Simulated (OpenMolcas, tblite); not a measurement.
# SiCNClF2 (SMILES N#C[Si](F)(F)Cl): the dipole moment, rung by rung

The species is SiCNClF2 (6 atoms), meant as a singlet with charge 0. SMILES: `N#C[Si](F)(F)Cl`. The shape is that of a PBE0-D4/def2-TZVP optimisation.

Quantity: the dipole moment, in D. The values are calculated.

| level | kind | program | value (D) | CPU time |
| --- | --- | --- | --- | --- |
| GFN2-xTB | semi-empirical | tblite | 1.79 | under 2 s |
| IPEA1-xTB | semi-empirical | tblite | 1.99 | under 2 s |
| HF/cc-pVDZ | Hartree–Fock | OpenMolcas | 1.86 | 15 s |
| SVWN5/cc-pVDZ | LDA | OpenMolcas | 1.86 | 34 s |
| revPBE/cc-pVDZ | GGA | OpenMolcas | 1.82 | 48 s |
| M06-L/cc-pVDZ | meta-GGA | OpenMolcas | 1.85 | 62 s |
| TPSS/cc-pVDZ | meta-GGA | OpenMolcas | 1.85 | 63 s |
| PBE0/cc-pVDZ | global hybrid | OpenMolcas | 1.82 | 42 s |

The values span 1.79 to 1.99 D. Magnitudes only. Times are those of the runs behind each value, whatever else they computed, on shared processors of several kinds: orders of magnitude only.

The dipole moment barely depends on the treatment of exchange and correlation. Hartree–Fock and the density functionals all fall between 1.82 and 1.86 D, with no systematic drift up the ladder: HF coincides with the LDA, and PBE0 with revPBE. Only the two semi-empirical values fall outside this band, one on each side, which probably reflects their different parametrisations of charge transfer.

The moderate size fits a partial cancellation of bond dipoles. The nitrile group carries negative charge towards its nitrogen end, while the polar Si–F and Si–Cl bonds pull density to the opposite side of the roughly tetrahedral silicon. The same opposition may explain the insensitivity, since a method that exaggerates the polarity of both the nitrile and the silicon–halogen bonds would see much of its error cancel in the vector sum. Close agreement in the total therefore doesn't imply equally similar charge distributions. Nor does it establish the absolute value, because the non-empirical results share one small basis without diffuse functions, whose error could be common to all of them.
